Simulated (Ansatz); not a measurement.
**BiTe (Fm-3m), a film clamped to a substrate**

All numbers below come from DFT r2SCAN, scalar-relativistic, plane waves, PAW (Ansatz 0.2.0). Cutoff 500 eV, Γ-centred 14×14×14 k-points, Gaussian smearing of 0.15 eV. Spin–orbit coupling is left out, which can shift energies with elements as heavy as these. No spin polarisation. Energies are free energies at this smearing, counted from the undisturbed cell; pressure is positive in compression.

Reference structure (as given, not relaxed at this level; it stands at 0.0 GPa, and it needn't be the usual structure):

```yaml
crystal:
  lattice:
    - [0.00000, 3.23500, 3.23500]
    - [3.23500, 0.00000, 3.23500]
    - [3.23500, 3.23500, 0.00000]
  atoms:
    - { symbol: Bi, position: [0.00000, 0.00000, 0.00000] }
    - { symbol: Te, position: [0.50000, 0.50000, 0.50000] }
```

The cell (2 atoms, V0 = 67.71 Å³) is strained by p along both x and y and by q along z, fractional coordinates fixed. τp = (1/V0) ∂E/∂p = (σxx + σyy)(1 + p)(1 + q) and τq = (1/V0) ∂E/∂q = σzz(1 + p)², with tension positive.

```csv
p,q,ΔE (meV/atom),τp (GPa),τq (GPa)
0.000,0.000,0.00,0.02,0.01
-0.015,0.000,6.39,-4.15,-0.74
0.015,0.000,5.94,3.63,0.66
0.000,-0.015,2.68,-0.66,-1.75
0.000,0.015,2.42,0.72,1.47
```

Q: Get the second derivatives of the energy density.

A: Central differences give A = ∂τp/∂p = 259 GPa (C11 + C22 + 2 C12), C = ∂τq/∂q = 107 GPa (C33) and the cross term B = ∂τq/∂p = 46 GPa (C13 + C23); ∂τp/∂q = 46 GPa must equal B, and any difference shows higher-order terms. The ions are clamped. In a cubic crystal C11 = C = 107, C12 = B/2 = 23.2 GPa and A should be 2(C11 + C12) = 261 GPa; the bulk modulus is (C11 + 2 C12)/3 = 51 GPa.

Q: A film of this crystal grows with z along the normal on a substrate that imposes p. How does its thickness respond, and what does the misfit cost?

A: Count p and q from the stress-free cell. A free surface needs τq = 0, so q = −(B/C) p = -0.43 p. The energy density left is (A − B²/C) p²/2 = M p², with the biaxial modulus M = 120 GPa; a misfit of 1 % costs 2.53 meV/atom, against 2.74 meV/atom if the thickness were held.

At p = 0.030 the energies along q are 24.6 (q = -0.030), 22.4 (q = 0.000), 39.3 (q = 0.030) meV/atom.

Q: Does the linear rule hold at this misfit?

A: A parabola through the lowest point and its neighbours has its minimum at q = -0.012, 21.0 meV/atom. With the stress left in the starting cell, τp0 and τq0, linear elasticity gives q = −(τq0 + Bp)/C = -0.013 and E = V0(τp0 p + τq0 q + Ap²/2 + Bpq + Cq²/2)/N = 22.8 meV/atom. The two agree within a tenth in energy.

In a metal these slopes depend on the k mesh and the smearing.

The film is stiff along the cube axes but couples only weakly across them: C11 is 107 GPa against 23.2 GPa for C12. This is why thinning recovers little of the misfit energy. In rock salt the cube axes are the Bi–Te bond directions, and axial strain directly stretches or compresses the σ overlap of the p orbitals, whereas the transverse response is indirect. This p-bonded network probably accounts for most of the contrast.

Compression costs more than equal tension along both strain paths, as expected from steepening short-range repulsion and weakening bonds on extension. The same anharmonicity explains why linear elasticity overestimates the energy of the stretched film, 22.8 against 21.0 meV/atom, while still predicting its thickness well.

Clamping the ions costs nothing here, since both sites remain inversion centres under these strains and feel no force. The positive C11 − C12 indicates resistance to tetragonal distortion, but shear of the cube angles and off-centring of the sublattices remain untested, so the stability of the cubic film does not follow.
